In layered nickel dioxide, each nickel plane lies between two oxygen planes. Is it always harder to push the oxygens towards the nickel than to pull them away? Bonds usually resist compression more than stretching, so the simple answer is yes. The scale of the problem is easy to remember: in the relaxed cell, a shift of 0.06 Å costs a little under 0.1 eV, and one of 0.19 Å costs about 0.6 to 0.8 eV. Stretching the cell along its axis by a few percent can nevertheless decide which direction is cheaper.

Layered NiO₂ (P-3m1, 3-atom cell) at fixed volume, computed with Ansatz 0.2.0: scalar-relativistic PBEsol without dispersion or spin polarisation, PAW, 520 eV plane-wave cutoff, 12×12×6 k mesh, Gaussian smearing of 0.05 eV. The two oxygens shift oppositely along the cell axis, with nothing else relaxed. Free energies are relative to the relaxed cell.

```csv
c over a,free energy change at shift -0.1875 angstrom (meV a cell),free energy change at shift -0.125 angstrom (meV a cell),free energy change at shift -0.0625 angstrom (meV a cell),free energy change at shift 0.0625 angstrom (meV a cell),free energy change at shift 0.125 angstrom (meV a cell),free energy change at shift 0.1875 angstrom (meV a cell)
1.643,766.8,392.0,159.4,93.1,237.6,482.8
1.679,754.6,365.4,128.2,74.7,233.2,495.5
1.715,747.9,345.3,104.4,65.2,238.2,517.7
1.750,746.5,331.4,87.8,64.4,252.2,549.2
1.786,750.3,323.7,78.2,71.9,275.0,589.5
1.822,759.1,321.8,75.4,87.6,306.1,638.2
1.858,772.8,325.8,79.3,110.9,345.2,694.7
1.893,791.2,335.4,89.5,141.7,391.8,758.7
1.929,814.2,350.5,106.0,179.6,445.7,829.8
```

The column "c over a" gives the height of the cell divided by its width, at fixed volume. Negative shifts move both oxygen planes inwards, towards the nickel plane, and positive shifts move them outwards. As the cell changes shape, the oxygens keep their fractional height, so in a taller cell they start further from the nickel plane. Inward and outward are counted from that carried-along position. The shifts are lengths in the rest cell and scale with the cell's height. All energies are counted from the relaxed cell, so they include the cost of changing the cell's shape. That part cancels when two shifts in the same row are compared.

**Flat cells, from 1.643 to 1.750.** Here the simple rule holds at all three shifts. In the flattest cell, the inward move costs 66 meV more than the outward one at 0.0625 Å, and 284 meV more at 0.1875 Å. This excess shrinks with each step towards taller cells. Something besides the bond's dislike of compression is therefore at work, and it depends on the shape of the cell.

**The rest cell, 1.786.** In this row the cell has its relaxed shape, so the effect of cell shape drops out and only the asymmetry of the shift itself is left. The inward move costs 6.3 meV more at the smallest shift. At twice that shift the excess is nearly 8 times as large, and at three times the shift it is about 26 times as large. A term in the cube of the shift would give 8 and 27, as any smooth asymmetry does to leading order. The steeper repulsion in a shortened Ni–O bond has the right sign to be its main source, but bond angles and contacts between the layers can contribute too.

**Tall cells, from 1.822 to 1.929.** These are the rows that break the rule. At the smallest shift all four have the outward move as the costlier one, by 74 meV in the tallest cell. At 0.125 Å only the three tallest still do so, and at 0.1875 Å only the last one. The larger the shift, the taller the cell must be before the order reverses.

The reversal is a crossing and not a jump. Followed down the table, the six columns are smooth to within the rounding of their entries. No row is an outlier, and there is no sign of a change of electronic state. The rule fails because two smooth effects compete, and one of them changes sign at the rest shape.

The likely source of that second effect is the geometry of the NiO₆ octahedron. When the cell grows taller and narrower, the Ni–O bonds tilt towards the cell axis, from 62° in the flattest cell to 58° in the tallest. An inward shift tilts them back towards their angle in the rest cell and so relieves the strain in a tall cell. In a flat cell an outward shift brings the relief. The strain is counted from the rest shape, which is itself flatter than a regular octahedron.

Bond length alone would act the other way. The bonds are slightly shorter in tall cells, so a crystal that cared only about length would prefer outward shifts there. Harmonic springs along the bonds, made stiff enough to account for the whole resistance to the shift, would give a coupling between shift and cell shape of about −12 eV/Å, whereas the table gives +7 eV/Å. The sign points to resistance against reshaping the octahedron, which includes the contacts between oxygens as well as the bond angles.

The competition fits into a short formula. Let $u$ be the shift and $\eta$ the natural logarithm of c/a divided by its rest value. Near the rest point the energy is

$$E \approx \tfrac12 K u^2 + G u\eta - b u^3 + \tfrac12 C\eta^2 .$$

Here $K$ is the stiffness against the shift, $C$ the stiffness against a change of cell shape, $G$ the coupling between the two, and $b$ the asymmetry of the shift in the rest cell. Subtracting the inward cost from the outward cost removes the terms that are even in $u$:

$$E(+u)-E(-u) \approx 2Gu\eta - 2bu^3 .$$

The two directions cost the same at $\eta^*=bu^2/G$. The crossing should therefore move away from the rest shape as the square of the shift.

The crossing for the largest shift in the table can be worked out from the smallest one. At 0.0625 Å the difference is −6.3 meV in the rest cell, and it rises by 35.6 meV between its two neighbours, from −23.4 to 12.2 meV. These neighbours are $\ln(1.822/1.750)=0.040$ apart in $\eta$, so

$$\eta^* \approx \frac{6.3\times0.040}{35.6}=0.0071 .$$

Three times the shift needs nine times this distance, $\eta^*\approx0.064$, which means a c/a of $1.786\times e^{0.064}\approx1.904$. The energies at 0.1875 Å, which did not enter the estimate, cross at 1.917.

The same two constants, taken from three rows at the smallest shift, give the correct cheaper direction in every row at both larger shifts. The sizes are less reliable. In the flattest cell the model overstates the difference by 43 meV at 0.125 Å, or 28% of the computed value, and by 107 meV at 0.1875 Å, or 38%. Part of the miss is present already at the smallest shift, because towards flat cells the effect of the coupling grows less than in proportion to $\eta$. Towards tall cells it grows more. The rest arises because the asymmetry $b$ is itself weaker in flat cells. The formula lacks the higher terms that would describe both. The printed output after this text compares model and table row by row.

The reversal looks dramatic, but the oxygens' preferred position stays close to the carried-along one. With $G\approx7$ eV/Å, $K\approx38$ eV/Å² and $\eta=0.077$ in the tallest cell, the minimum lies inwards by only $G\eta/K\approx0.014$ Å. Probing such a displaced valley at $\pm0.0625$ Å gives a difference of $2\times38\times0.0625\times0.014\approx0.07$ eV, which is the size seen in the table. A stiff coordinate turns a tiny displacement into a large imbalance.

The picture of stretching and reshaping can also be tested on a quantity that it was not adjusted to. One stiffness for bond length and one for bond angle were set to reproduce $K$ and $G$. Together they predict $C\approx15$ eV per cell, while the energies of the same calculation at zero shift give 19 eV. Two springs thus account for about four fifths of the resistance to a change of cell shape, which supports the mechanism but leaves room for other forces, perhaps those between the layers.

For practical work, the lesson is to let the oxygens relax whenever the cell is strained. Keeping their fractional height fixed leaves them slightly off their minimum and makes the crystal look too stiff. The crossing values themselves should not be carried over to the real crystal. The functional lacks dispersion forces and probably spaces the layers too widely, so the crossings belong to this volume.

A different kind of crystal shows what makes the imbalance possible. If an atom sits on a mirror plane or inversion centre midway between two neighbours, symmetry makes the moves to either side equal in cost, whatever the height of the cell. In nickel dioxide one direction shortens the bonds and the other lengthens them, so both the cubic term and the coupling are allowed. The same reasoning applies to any layered oxide whose anion height is free.

A true break, with a kink or a jump in the energy, would need a change of electronic state. The calculation holds all electrons paired, which suits the formal low-spin state of Ni⁴⁺ but also rules out a magnetic switch. In a map of the same crystal with spin allowed, the place to look would be the large outward shifts. Longer bonds weaken the splitting of the nickel d levels and make unpaired electrons less costly. Whether such a switch occurs within this range is untested.

Printed output of the fit:

```
Outward minus inward cost in meV a cell:
    row  at 0.0625 A  at 0.125 A  model 0.125 A  at 0.1875 A  model 0.1875 A
  1.643        -66.3      -154.4         -197.8         -284          -391.2
  1.679        -53.5      -132.2         -159.5       -259.1          -333.7
  1.715        -39.2      -107.1           -122       -230.2          -277.6
   1.75        -23.4       -79.2         -86.36       -197.3            -224
  1.786         -6.3       -48.7          -50.4       -160.8          -170.1
  1.822         12.2       -15.7         -15.16       -120.9          -117.2
  1.858         31.6        19.4          19.39        -78.1          -65.41
  1.893         52.2        56.4          52.35        -32.5          -15.98
  1.929         73.6        95.2          85.62         15.6           33.92
Geometry at zero shift:
    row  Ni-O in A  bond to c axis in degrees  interlayer gap in A
  1.643      1.874                      61.87                2.937
  1.679       1.87                      61.35                 2.98
  1.715      1.866                      60.84                3.022
   1.75      1.862                      60.34                3.063
  1.786      1.859                      59.84                3.105
  1.822      1.856                      59.34                3.147
  1.858      1.854                      58.85                3.188
  1.893      1.851                      58.37                3.228
  1.929       1.85                      57.89                3.269
c/a where both directions cost the same, shift 0.0625 A: 1.798
c/a where both directions cost the same, shift 0.125 A: 1.838
c/a where both directions cost the same, shift 0.1875 A: 1.917
model crossing c/a, shift 0.125 A: 1.838
model crossing c/a, shift 0.1875 A: 1.904
growth of the rest-cell difference at twice the shift (cubic law 8): 7.73
growth of the rest-cell difference at three times the shift (cubic law 27): 25.52
largest model miss at 0.125 A, meV a cell: 43.37
largest model miss at 0.1875 A, meV a cell: 107.2
coupling of shift and ln(c/a) from the table, eV/A: 7.064
coupling if only Ni-O length mattered, eV/A: -11.5
stiffness against ln(c/a) predicted by stretching plus bending, eV a cell: 15.23
stiffness against ln(c/a) from the zero-shift energies, eV a cell: 18.59
predicted share of that stiffness, percent: 81.92
largest fourth difference that rounding alone can make, meV: 0.8
```
